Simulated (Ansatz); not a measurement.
A substitution series on Ge: F to Cl

On one Ge centre, n of the F ligands are replaced by Cl. The HOMO–LUMO gap y in eV at wB97M-V/def2-TZVPP. Shapes, held fixed at every level: PBE0-D4/def2-TZVP. Programs: Ansatz 0.2.0.

```
molecule  n  y (eV)
    GeF4  0   15.69
  GeClF3  1   13.39
  GeCl3F  3       ?
   GeCl4  4   11.79
```

Problem. Fit y = c + s·n to the known rows and predict GeCl3F.

Solution. 
1. Means of the 3 rows: n = 1.66667, y = 13.623.
2. Σ(Δn)² = 8.6667, Σ(Δn·Δy) = -7.5667, so the slope is -7.5667/8.6667 = -0.87308.
3. Intercept: 13.623 − (-0.87308) × 1.66667 = 15.078. The largest residual of the fit is 0.81.
4. GeCl3F: 15.078 + (-0.87308) × 3 = 12.46 eV.

The run gave 12.15 eV, so the prediction is off by +0.31 eV, within the scatter of the fit. The step per swap changes from -2.30 to -0.36 eV along the series, so a line misses the bend. Other levels give for GeCl3F: PBE0-D4/def2-TZVPP 7.76; r2SCAN0-D4/def2-TZVPP 8.17 eV. Orbital gaps aren't excitation energies, and the LUMO depends on the basis. Relativity is left out for Ge unless named.

The gap narrows at every replacement of F by Cl, but most of the drop comes with the first. In GeF4 the highest occupied levels are fluorine 2p lone pairs, held deep by fluorine's high electronegativity. A single chlorine adds a 3p lone pair at higher energy, which probably becomes the HOMO at once. Later chlorines add more levels of the same kind, so they can raise the HOMO only through lone-pair repulsion and weaker electron withdrawal from the centre. The weaker, longer Ge–Cl bonds should also lower the Ge–ligand σ* level, adding to the closure.

This change of orbital character suggests that the overestimate for GeCl3F is systematic rather than random: the line runs above both mixed halides and below both end members. The much smaller gaps from the two global hybrids probably reflect their weaker long-range exact exchange, so the size of the gap depends on the functional as well as on the ligands. Without the separate orbital energies, the shares of HOMO and LUMO in the narrowing remain undetermined.
